## Appendix. Cost and accuracy of the self-consistent phonon scheme for a cosine well

**Model.** Each of $d$ Cartesian displacements $u$ moves classically and independently in $V=V_0(1-\cos Gu)$. Define $K_0=V_0G^2$, $t=k_BT/V_0=1/\beta$ and $y=G^2\langle u^2\rangle$ per coordinate. The target is $c=\langle\cos Gu\rangle=\langle V''\rangle/K_0$, averaged over coordinates, which is also the Debye–Waller amplitude.

**Self-consistent phonons (SCP).** A Gaussian of stiffness $K=\kappa K_0$ has $y=t/\kappa$ and $\langle\cos Gu\rangle=e^{-y/2}$. Its trial free energy is $\mathcal F/V_0=\tfrac t2\ln\kappa+1-e^{-t/2\kappa}+\text{const}$, and stationarity gives
$$\kappa=e^{-t/2\kappa},\qquad t=y\,e^{-y/2},\qquad \kappa=e^{W_0(-t/2)},$$
with $W_0$ the principal Lambert branch. The maximum of $ye^{-y/2}$ lies at $y=2$, so the solution is lost at $k_BT_s=2V_0/e$, where $K=K_0/e$.

**Lindemann ratio.** For fcc we assign $G=|G_{111}|=2\pi\sqrt3/a$ to every coordinate. With the three-dimensional $\langle\mathbf u^2\rangle=3y/G^2$ and neighbour distance $a/\sqrt2$, the ratio of rms amplitude to distance is $L=\sqrt{2y}/2\pi$. At $T_s$ it equals $1/\pi=0.318$, independent of $V_0$ but tied to the well shape and to $Ga$. The classical Debye result $\langle\mathbf u^2\rangle=9\hbar^2T/Mk_B\theta^2$, with $\theta^2=\theta_0^2/e$ at $T_s$, yields
$$T_s=\frac{Mk_B\theta_0^2a^2}{18\pi^2e\,\hbar^2}.$$
Masses and lattice constants below are typical values. For Al and Cu, $\theta_0$ is identified with the compiled Debye temperature (Wikipedia, temperature not stated), and for Au a typical value is assumed.

| | $M$ (u) | $a$ (Å) | $\theta_0$ (K) | $T_s$ ($10^3$ K) | $T$ at $t=0.2$ ($10^3$ K) |
|---|---|---|---|---|---|
| Al | 26.98 | 4.05 | 428 | 3.5 | 0.94 |
| Cu | 63.55 | 3.61 | 343 | 4.2 | 1.13 |
| Au | 196.97 | 4.08 | 165 | 3.8 | 1.04 |

These are the model's temperatures. They overshoot typical melting points of about 900–1400 K roughly three- to fourfold, so only the scaling $M\theta^2a^2$ carries over, with an empirical $L$. We work at $t=0.2$, a hot solid with SCP values $y=0.224$ and $L=0.106$.

**Exact answer.** Integration over one period gives $Z\propto e^{-\beta}I_0(\beta)$, hence $c=I_1(\beta)/I_0(\beta)$. Bessel's equation gives the variance of $\cos Gu$ as $\sigma^2=dc/d\beta=1-tc-c^2$. At $t=0.2$, $c=0.89338$ and $\sigma^2=0.02319$. The exact $c$ is analytic in $\beta$, so the instability belongs to the approximation. At $T_s$, $c=0.559$ against $\kappa=0.368$.

**Counting.** One operation is a cosine, an exponential or a multiply-add. No method exploits separability, yet deviations computed for one coordinate hold for every $d$.

*SCP iteration*, $\kappa_{n+1}=e^{-t/2\kappa_n}$ from $\kappa_0=1$, where $\kappa_1$ is the harmonic result. The slope of the map at the fixed point is $\rho=y/2=0.112$, so the distance to $\kappa$ falls as $\rho^n$. Near $T_s$, $t/t_s=\rho\,e^{1-\rho}$ gives $1-\rho\simeq\sqrt{2(1-T/T_s)}$, and the iterations needed for a tolerance $\epsilon$ diverge as $\ln(1/\epsilon)/(1-\rho)$. A power series in the equation for $dc/d\beta$ gives $c\sim1-\frac t2-\frac{t^2}8-\frac{t^3}8-\frac{25t^4}{128}$, while $\kappa=1-\frac t2-\frac{t^2}8-\frac{t^3}{12}-\frac{9t^4}{128}+\dots$. A floor
$$\kappa-c\sim\frac{t^3}{24}+\frac{t^4}{8}+\dots$$
remains after convergence. At $t=0.2$ these terms are $3.3\times10^{-4}$ and $2.0\times10^{-4}$, and higher orders raise the floor to $8.1\times10^{-4}$. Each iteration inverts the force-constant matrix $\Phi$, since the covariance is $k_BT\Phi^{-1}$, and evaluates $d$ exponentials. Dense Gauss–Jordan inversion takes $d^3$ operations, so the work is $n(d^3+d)$ and the memory $d^2$. Translation symmetry leaves $d/3$ blocks of size $3\times3$, with work $10nd$ and memory $3d$. Potentials without a closed Gaussian average need sampling, which adds noise to the floor.

*Uniform grid*, $m$ points per period and coordinate. The expansion $e^{\beta\cos\phi}=\sum_kI_k e^{ik\phi}$ shows that the grid keeps only harmonics that are multiples of $m$:
$$c_m=\frac{\sum_kI_{km+1}}{\sum_kI_{km}},\qquad c_m-c\simeq\frac{I_{m-1}+I_{m+1}-2cI_m}{I_0},$$
with $k$ over all integers. Since $I_m\to(\beta/2)^m/m!$ at large $m$, the fall is faster than exponential. Each point needs $d$ cosines and one exponential, so the work is $(d+1)m^d$, with memory of order $d$.

*Monte Carlo (MC).* If an independent one-coordinate sample costs $g$ operations, the standard error after work $W$ is $\sqrt{g\sigma^2/W}$ for any $d$, with memory of order $d$. We assume $g=10$.

| Setting | Deviation from $c$ | Work, $d=3$ |
|---|---|---|
| SCP $n=1$ | $1.1\times10^{-2}$ | 30 |
| SCP $n=2$ | $2.0\times10^{-3}$ | 60 |
| SCP $n=3$ | $9.4\times10^{-4}$ | 90 |
| grid $m=8$ | $5.2\times10^{-3}$ | 2048 |
| grid $m=10$ | $4.5\times10^{-4}$ | 4000 |
| grid $m=12$ | $2.5\times10^{-5}$ | 6912 |
| grid $m=13$ | $5.1\times10^{-6}$ | 8788 |

**Cheapest choice.** The next table lists the least work for an absolute accuracy $\epsilon$ in $c$, one standard error for MC. The case $d=96$ corresponds to a 32-atom cell, where even $m=2$ costs $7.7\times10^{30}$.

| $\epsilon$ | SCP, $d=3$ | grid, $d=3$ | SCP blocked, $d=96$ | SCP dense, $d=96$ | MC |
|---|---|---|---|---|---|
| $10^{-2}$ | 60 | 2048 | 1920 | $1.8\times10^6$ | $2.3\times10^3$ |
| $10^{-3}$ | 90 | 4000 | 2880 | $2.7\times10^6$ | $2.3\times10^5$ |
| $10^{-4}$ | below floor | 6912 | below floor | below floor | $2.3\times10^7$ |

For $d=3$, SCP is cheapest down to $10^{-3}$ and the grid at $10^{-4}$. For $d=96$ with symmetry, SCP and MC are level at $10^{-2}$, SCP wins at $10^{-3}$, and only MC reaches $10^{-4}$. Without symmetry, as near a defect or interface, MC wins every row provided $g$ stays below 114.

**Budgets.** For $d=3$ and $W=10^2$, SCP with $n=3$ is best, against $4.8\times10^{-2}$ for MC and $0.11$ for the grid with $m=2$. For $W=10^4$ the grid with $m=13$ is best. For $d=96$ and $W=10^4$, blocked SCP reaches its floor and beats MC at $4.8\times10^{-3}$. MC passes the floor at $W=g\sigma^2/(\kappa-c)^2=3.5\times10^5$ and gives $4.8\times10^{-4}$ at $W=10^6$, where dense SCP affords only $n=1$.

**Neglected physics.** Since $c\simeq1-t/2$, a relative change of $y$ shifts $c$ by $t/2$ times that change. The quantum Debye factor $1+(\theta/T)^2/36$ lowers $c$ by about $6\times10^{-4}$ for the Al inputs, comparable to the floor. The compiled expansion coefficient of Al, $23.1\times10^{-6}$/K at 293 K (Kaye and Laby Online), held constant from 293 K, gives a linear strain $s=0.015$. With $V_0\propto\theta_0^2a^2$ and a typical Grüneisen parameter $\gamma=2$, $\delta\ln V_0=(2-6\gamma)s=-0.15$, which lowers $c$ by $0.015$. Unless these effects are built into the well, two SCP iterations, with deviation $2.0\times10^{-3}$, already lie below the model's own uncertainty for Al.